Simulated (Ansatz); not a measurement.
From the elastic tensor of TaRu at 2 GPa (stress–strain coefficients) to moduli and sound speeds

Theory: DFT LDA, scalar-relativistic, plane waves, PAW in Ansatz. Settings: 420 eV plane-wave cutoff, Γ-centred 14×14×12 mesh, Fermi-Dirac smearing of 0.15 eV. No spin polarisation.

The structure is tetragonal, space group P4/mmm (No. 123). The conventional cell has a = 2.999 Å, b = 2.999 Å, c = 3.354 Å, α = 90.00°, β = 90.00°, γ = 90.00°. Ta (site symmetry 4/mmm) is surrounded by 8 Ru at 2.70 Å and 4 Ta at 3.00 Å. Around Ru (site symmetry 4/mmm) lie 8 Ta at 2.70 Å and 4 Ru at 3.00 Å.

In a metal, frequencies and elastic constants depend on the k mesh and the smearing, soft modes and shear constants most. Spin–orbit coupling is left out, which can shift energies with elements as heavy as these.

Relaxed-ion constants (GPa, on the Cartesian axes of the calculation):
```
421.8 221.3 243.6   0.0   0.0   0.0
221.3 421.8 243.6   0.0   0.0   0.0
243.6 243.6 390.9   0.0   0.0   0.0
  0.0   0.0   0.0  77.9   0.0   0.0
  0.0   0.0   0.0   0.0  77.9   0.0
  0.0   0.0   0.0   0.0   0.0  75.3
```

Density 15.523 g/cm³; 2 atoms in 30.17 Å³.

The values that follow are for a polycrystal of randomly turned grains, by Hill's mean where one number stands.

With S = C⁻¹: B_V = (C11+C22+C33+2(C12+C13+C23))/9, G_V = (C11+C22+C33−C12−C13−C23+3(C44+C55+C66))/15, 1/B_R = S11+S22+S33+2(S12+S13+S23), 15/G_R = 4(S11+S22+S33−S12−S13−S23)+3(S44+S55+S66); Hill is their mean. Then v_l = √((B+4G/3)/ρ), v_t = √(G/ρ), v_m = [(2/v_t³+1/v_l³)/3]^(−1/3) and Θ = (ħ/k_B)·v_m·(6π²n/V)^(1/3) for n atoms in the volume V; E = 9BG/(3B+G), ν = (3B−2G)/(2(3B+G)) and A^U = 5G_V/G_R + B_V/B_R − 6.

- Bulk modulus, Voigt / Reuss / Hill: 294.6 / 294.6 / 294.6 GPa
- Shear modulus, Voigt / Reuss / Hill: 81.3 / 80.3 / 80.8 GPa
- Young's modulus: 222 GPa
- Poisson ratio: 0.374
- Pugh ratio B/G: 3.65
- Universal anisotropy index: 0.06
- Longitudinal and transverse sound speeds: 5091 and 2281 m/s
- Debye temperature from the mean sound speed: 310 K

Cost: 1 run of about 3.9 core-minutes, on Arm Neoverse V1 (shared hosts).

TaRu combines strong resistance to compression with a much weaker response to shear: the Hill moduli are 294.6 and 80.8 GPa. The stiffness under compression fits a d band near half filling, where group 5 Ta and group 8 Ru together fill mainly bonding states. C12 and C13 lie far above C66 and C44, as expected for metallic bonding with little angular rigidity. The high B/G ratio therefore suggests ductility, but it is no measure of dislocation motion or fracture.

The tetragonal distortion leaves little elastic anisotropy. C33 is below C11, but the larger C13 nearly compensates, so the lattice compresses almost equally along a and c under hydrostatic load. The tensor is positive definite, so the cell resists small homogeneous strains. This doesn't establish it as the ground state: TaRu is known to transform martensitically from a cubic parent through a tetragonal phase to one of lower symmetry, and an instability involving atomic shuffles or a larger cell would not appear in these constants.
